The isotropic hyperfine coupling, A iso in the table, measures how strongly the spin of an unpaired electron and that of a nucleus interact, averaged over all directions. It is proportional to the spin density exactly at the nucleus, multiplied by the nuclear g factor, which is the magnetic moment of the nucleus per unit of its spin. In an electron spin resonance spectrum it appears as a splitting of the lines. Here it comes from a density-functional calculation with a hybrid functional, for one fixed shape of a phenoxyl-type radical that carries an OSiH$_3$ group beside the radical oxygen.

The spin population says how much of the unpaired spin is assigned to an atom. It is positive where the majority spin prevails and negative where the opposite spin does. The simple pattern to test is that the coupling of an atom has the sign and the relative size of its own spin population.

Hyperfine couplings (13C, 17O, 1H, 29Si) and Mulliken spin populations of the doublet radical [O]c1ccccc1O[SiH3] from PySCF 2.14.0, with unrestricted B3LYP/pcH-1, density fitting and mean-field spin-orbit coupling, gas phase, GFN2-xTB geometry. Atoms follow SMILES order, hydrogens last, with the SiH3 hydrogens averaged. The largest dipolar part is the most positive component.

```
atom  bonded to  spin population (e)  A iso (MHz)  largest dipolar part (MHz)
  O1          C                0.318        -26.3                        53.0
  C2      C C O                0.039        -18.5                         9.1
  C3      C C H                0.133          5.3                        20.6
  C4      C C H               -0.017        -10.2                         1.4
  C5      C C H                0.275         21.2                        42.8
  C6      C C H               -0.114        -20.4                         7.1
  C7      C C O                0.259         15.2                        43.2
  O8       C Si                0.106        -11.8                        21.1
 Si9    H H H O               -0.012         10.7                         0.3
 H10          C               -0.007         -9.7                         7.3
 H11          C               -0.001         -0.8                         4.0
 H12          C               -0.012        -18.2                        12.1
 H13          C                0.003          4.6                         3.4
 H14         Si                0.010         20.9                         3.4
```

**O1, the radical oxygen.** The first row seems to break the pattern at once, since a large positive population stands beside a coupling of -26.3 MHz. The sign comes from the nucleus, not from the electrons. The magnetic moment of $^{17}$O points against its nuclear spin, which reverses the sign of the coupling. The same calculation gives a positive spin density at this nucleus, so the sign at O1 follows the pattern after all.

**C2, the carbon that holds the radical oxygen.** This row has no such excuse, because $^{13}$C has an ordinary positive nuclear factor. The population is slightly positive, +0.039, yet the coupling is -18.5 MHz, almost as large as that of any carbon in the ring. Once the nuclear signs of oxygen and silicon are allowed for, C2 is the only row of the table in which population and coupling disagree in sign.

The cause lies in the shape of the orbital that holds the unpaired electron. It is a π orbital, built from p functions that stand upright on the ring, and it vanishes in the plane where the nuclei lie. The unpaired electron therefore gives no direct spin density at a ring nucleus. What the nucleus feels is the response of the paired electrons, above all those in the σ bonds, whose orbitals contain s functions and do reach it.

That response is called spin polarisation. Electrons of like spin repel each other less, because they keep out of each other's way. Positive π spin on an atom thus draws the σ electron of the same spin towards that atom and leaves the opposite spin at the far end of the bond. A carbon nucleus accordingly receives a positive contribution from π spin on its own atom and a negative one from π spin on each neighbour.

C2 has very little spin of its own, but its three neighbours O1, C3 and C7 together carry 0.71 of an electron spin. Each of them leaves negative spin at the C2 end of its bond. Theory thus leads one to expect a clearly negative coupling here, whatever the small population of C2 itself may be.

**C3 to C7, the rest of the ring.** These five carbons all have the expected sign, but their sizes show the same influence. C4 has almost no spin of its own and still reaches -10.2 MHz, since it sits between two carbons with positive spin. C5 and C7 have nearly equal populations, yet C5 couples more strongly, 21.2 against 15.2 MHz. The neighbours of C5 carry negative spin, which adds to the effect of its own positive spin, whereas those of C7 nearly cancel.

The picture turns into a formula with two terms:

$$A = K\,\rho + B\,S$$

Here $A$ is A iso, $\rho$ is the spin population of the carbon, and $S$ is the sum of the populations of the carbon and oxygen atoms bonded to it. Both kinds of neighbour are given the same weight, which is a simplification. A least-squares fit to C3 to C7 gives $K$ = 62 and $B$ = -25 MHz per electron, with the signs that spin polarisation demands. The typical miss on these five carbons is 1.2 MHz; the worst is C3, where the model gives 7.7 instead of 5.3 MHz.

C2 was kept out of the fit, because it alone is bonded to the radical oxygen and can serve as a test. Its neighbour sum is 0.318 + 0.133 + 0.259 = 0.710, and the estimate becomes

$$A(\mathrm{C2}) \approx 61.6 \times 0.039 - 24.5 \times 0.710 = 2.4 - 17.4 = -15.0\ \text{MHz}.$$

The model finds the sign and about four fifths of the computed coupling. A proportional law in the carbon's own population, fitted to the same five rows, gives +2.9 MHz and is wrong by 21 MHz. That is the size of the break, and the neighbours account for most of it. The remaining 3.5 MHz may mean that an oxygen neighbour acts more strongly than a carbon neighbour, but it may equally be the scatter of a fit to only five carbons.

The test on C2 matters because the five fitted carbons do not settle the question. From C3 to C7, carbons with positive spin alternate with carbons of negative spin, so a low population of its own usually goes with a high neighbour sum. A straight line in the carbon's own population, with a constant added, describes the five about equally well. At C2 that line misses by 14 MHz, four times as much as the neighbour model. The output printed below lists the predictions of all three models.

A population as small as that of C2 depends on how the calculation divides the electrons between atoms, and another basis set might even change its sign. That the break is large does not hang on this. If the spin on C2 alone were to produce the coupling, the proportional law would require a population of about -0.25. The largest dipolar part, the most positive component of the direction-dependent coupling, would then be near 20 MHz, judging by C3, C5 and C7 and allowing for the fact that negative spin gives only half as much in this component as positive spin of the same size. The table has 9.1 MHz.

**O8 and Si9, the substituent.** Both rows show opposite signs in population and coupling, and both do so for the reason met at O1. The nuclear moment of $^{29}$Si, like that of $^{17}$O, points against the nuclear spin. Couplings of different elements should therefore be compared only after this sign, and the different sizes of the nuclear g factors, have been taken into account.

**H10 to H13, the hydrogens on the ring.** Here the simple pattern works, and the reason fits the picture. The valence orbital of hydrogen is an s orbital, which has its maximum at the nucleus, so spin on the atom is felt there directly. A free hydrogen atom, with one full electron spin, has a coupling of roughly 1400 MHz. For H12 this gives $-0.012 \times 1400 \approx -17$ MHz, against -18.2 MHz in the table, and for the other three ring hydrogens the estimate misses by less than 1 MHz.

The negative spin on H12 is itself a product of spin polarisation. Its carbon, C5, carries positive π spin and leaves the opposite spin at the hydrogen end of the bond. H10 on C3 follows the same rule, and H13 on C6 follows it with both signs reversed. H11 is the exception: it has the same sign as its carbon, C4, but both populations are close to zero.

**H14, the hydrogens on silicon.** The value of 20.9 MHz belongs to no single atom. It is the average of two hydrogens at 32.5 MHz and one at -2.3 MHz in the one shape that was computed. The two equal values indicate that these hydrogens lie alike above and below the ring plane, with the third in the plane. That is the split expected from hyperconjugation, in which a bond takes up π spin only if it points out of the ring plane. For the two strongly coupled atoms the free-atom estimate gives only 23 MHz, so own population is a rougher guide here than on the ring.

For a ring carbon in a π radical of this kind, a practical rule follows: look at the neighbours before reading a spin population from a coupling. If the carbon's own spin is positive, the coupling turns negative once the neighbours together carry more than about two to three times as much. If its own spin is close to zero, the coupling reports the spin next door. For a hydrogen on the ring, the coupling can be read as the spin on that atom itself.

Output of the analysis:

```
Rows with population and A iso of opposite sign: 4
Such rows after the sign of the nuclear g factor is allowed for: 1
Neighbour spin sum for C2 to C7 (e): 0.71, 0.022, 0.408, -0.131, 0.534, 0.031
Own population alone, slope (MHz per e): 74.68
Own population alone, prediction for C2 to C7 (MHz): 2.913, 9.933, -1.27, 20.54, -8.514, 19.34
Own population alone, prediction less value for C2 to C7 (MHz): 21.41, 4.633, 8.93, -0.6626, 11.89, 4.143
fit of a_iso on 5 rows (rest): coefficient of spin 61.57 +/- 4, coefficient of nb -24.51 +/- 2.4; rms 1.22, worst C3 2.35, leave-one-out rms 1.62
  rows outside the fit (model, value, miss): O1 19.58, -26.3, 45.9; C2 -15, -18.5, 3.5; O8 6.527, -11.8, 18.3; Si9 -0.7389, 10.7, -11.4; H10 -0.431, -9.7, 9.27; H11 -0.06157, -0.8, 0.738; H12 -0.7389, -18.2, 17.5; H13 0.1847, 4.6, -4.42; H14 0.6157, 20.9, -20.3
Own and neighbour spin, prediction for C2 to C7 (MHz): -15, 7.65, -11.05, 20.14, -20.11, 15.19
Own and neighbour spin, prediction less value for C2 to C7 (MHz): 3.499, 2.35, -0.8471, -1.056, 0.2919, -0.01226
Share of the C2 coupling that is predicted (percent): 81.09
Own population plus constant, prediction for C2 to C7 (MHz): -4.693, 4.835, -10.37, 19.23, -20.2, 17.61
Own population plus constant, prediction less value for C2 to C7 (MHz): 13.81, -0.4648, -0.1696, -1.971, 0.198, 2.407
Population that C2 would need if only its own spin counted (e): -0.2477
Largest positive dipolar part that this would give at C2 (MHz): 19.8
Hydrogen estimate from own population, H10 to H14 (MHz): -9.8, -1.4, -16.8, 4.2, 14
Estimate for each of the two strongly coupled SiH hydrogens (MHz): 22.68
```
